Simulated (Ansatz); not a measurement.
# HfB2: energy above lowest point against volume scale

All results are calculated (Ansatz 0.2.0). Free energy against uniform scaling of the volume at fixed shape and fractions; periodic cell, basis, potentials, k mesh and filling as listed.

The cell before it is scaled or strained (space group P6/mmm, No. 191):
```
cell vectors (Å)
   3.1400     0.0000     0.0000
  -1.5700     2.7193     0.0000
   0.0000     0.0000     3.4800
atoms (fractions of the cell vectors)
Hf  0.00000  0.00000  0.00000
B   0.33333  0.66667  0.50000
B   0.66667  0.33333  0.50000
```

Settings of every row: functional PBE; dispersion none; potentials PAW; wave cutoff 500 eV; density cutoff 2000 eV; k mesh 11x11x8; k shift 0x0x0; occupations fermi dirac; smearing width 0.1 eV; spin none.

Limits: coarse k mesh, up to 40 meV an atom off; no spin-orbit coupling, which can matter with elements this heavy.

| row | volume scale | V (Å³/atom) | energy above lowest point (meV/atom) |
| --- | --- | --- | --- |
| 1 | 0.92 | 9.112 | ? |
| 2 | 0.9467 | 9.377 | 28.9 |
| 3 | 0.9733 | 9.64 | 8.1 |
| 4 | 1 | 9.905 | 0 |
| 5 | 1.0267 | 10.169 | 3.1 |
| 6 | 1.0533 | 10.433 | 16.1 |
| 7 | 1.08 | 10.697 | 37.8 |

Question: what energy above lowest point should row 1 give?

Worked fit of energy above lowest point. Take u = (V_r/V)^(2/3) − 1 with V_r = 10.037 Å³ an atom, which is twice the finite (Eulerian) strain; such expansions in the strain, on which the Birch-Murnaghan equation of state is built, carry the rest volume and the bulk modulus. The shown rows have u = 0.04639, 0.02727, 0.00886, -0.00867, -0.02547, -0.04157. Least squares give energy above lowest point = 0.23 − 181.5 × u + 17307 × u² − 1585 × u³ meV/atom; a parabola predicts inner rows, each left out in turn, worse (root mean square 0.05 against 0.031 meV/atom). All shown rows lie on it to the printed digit. Its lowest point lies at u = 0.0052, or V = 9.959 Å³ an atom, and the curvature there gives the bulk modulus at fixed shape and fractions, B = (4/9)(1 + u)² E″(u)/V = 250 GPa. Letting shape and atoms relax would as a rule lower it, by much in layered, chain or molecular crystals. The withheld row has u = 0.06658, so the fit gives 0.23 − 181.5 × (0.06658) + 17307 × (0.06658)² − 1585 × (0.06658)³ = 64.4 meV/atom.

The calculation gave 64.4 meV/atom. The fit meets it to the printed digit. This row lies beyond the range of the fit.
